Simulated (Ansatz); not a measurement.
Rh: energy above lowest point and pressure against volume scale

Results calculated with Ansatz 0.2.0, not measured. Free energy against uniform scaling of the volume at fixed shape and fractions; periodic cell, basis, potentials, k mesh and filling as listed.

The cell before it is scaled or strained (space group P6_3/mmc, No. 194):
```
cell vectors (Å)
   2.7310     0.0000     0.0000
  -1.3655     2.3651     0.0000
   0.0000     0.0000     4.4285
atoms (fractions of the cell vectors)
Rh  0.66667  0.33333  0.75000
Rh  0.33333  0.66667  0.25000
```

Settings of every row: functional r2SCAN; dispersion none; accuracy low; potentials PAW; wave cutoff 500 eV; density cutoff 2000 eV; k mesh 10x10x5; k shift 0x0x0; occupations fermi dirac; smearing width 0.2 eV; spin none; SCF threshold exponent -7.

Limits: coarse k mesh, up to 40 meV an atom off; loose SCF threshold; stress loosely converged; the cell comes from a prototype or a list of computed structures and needn't be the stable phase.

```csv
row,volume scale,V (Å³/atom),energy above lowest point (meV/atom),pressure (GPa)
1,0.92,13.158,33,16.02
2,0.9467,13.54,6.3,6.69
3,0.9733,13.92,0,-1.18
4,1,14.302,10.9,-7.81
5,1.0267,14.684,?,?
6,1.0533,15.064,73.9,-18.05
7,1.08,15.446,121.7,-21.95
```

Question: what energy above lowest point and pressure should row 5 give?

Worked fit of energy above lowest point. Take u = (V_r/V)^(2/3) − 1 with V_r = 14.111 Å³ an atom, which is twice the finite (Eulerian) strain; such expansions in the strain, on which the Birch-Murnaghan equation of state is built, carry the rest volume and the bulk modulus. The shown rows have u = 0.04772, 0.02792, 0.00913, -0.00892, -0.04263, -0.05848. Least squares give energy above lowest point = 3.5 − 612.3 × u + 25032 × u² + 15970 × u³ meV/atom; a parabola predicts inner rows, each left out in turn, worse (root mean square 0.71 against 0.085 meV/atom). All shown rows lie on it to the printed digit. Its lowest point lies at u = 0.0121, or V = 13.86 Å³ an atom, and the curvature there gives the bulk modulus at fixed shape and fractions, B = (4/9)(1 + u)² E″(u)/V = 270 GPa. Letting shape and atoms relax would as a rule lower it, by much in layered, chain or molecular crystals. The withheld row has u = -0.02619, so the fit gives 3.5 − 612.3 × (-0.02619) + 25032 × (-0.02619)² + 15970 × (-0.02619)³ = 36.4 meV/atom.

The calculation gave 36.4 meV/atom. The fit meets it to the printed digit.

Worked fit of pressure. Take u = (V_r/V)^(2/3) − 1 with V_r = 14.111 Å³ an atom, which is twice the finite (Eulerian) strain; such expansions in the strain, on which the Birch-Murnaghan equation of state is built, carry the rest volume and the bulk modulus. The shown rows have u = 0.04772, 0.02792, 0.00913, -0.00892, -0.04263, -0.05848. Least squares give pressure = −4.636 + 367.94 × u + 1302.1 × u² + 1246 × u³ GPa; a parabola predicts inner rows, each left out in turn, worse (root mean square 0.059 against 0.017 GPa). The rows lie off it by 0.00, 0.01, -0.01, 0.01, 0.00, 0.00. The pressure vanishes at u = 0.0121, or V = 13.86 Å³ an atom, and there the bulk modulus at fixed shape and fractions is B = −V dP/dV = (2/3)(1 + u) dP/du = 270 GPa. Letting shape and atoms relax would as a rule lower it, by much in layered, chain or molecular crystals. The withheld row has u = -0.02619, so the fit gives −4.636 + 367.94 × (-0.02619) + 1302.1 × (-0.02619)² + 1246 × (-0.02619)³ = -13.40 GPa.

The calculation gave -13.38 GPa. The fit lies 0.02 GPa (0.053 % of the column's range) below it; its largest miss of a shown row is 0.01 GPa.
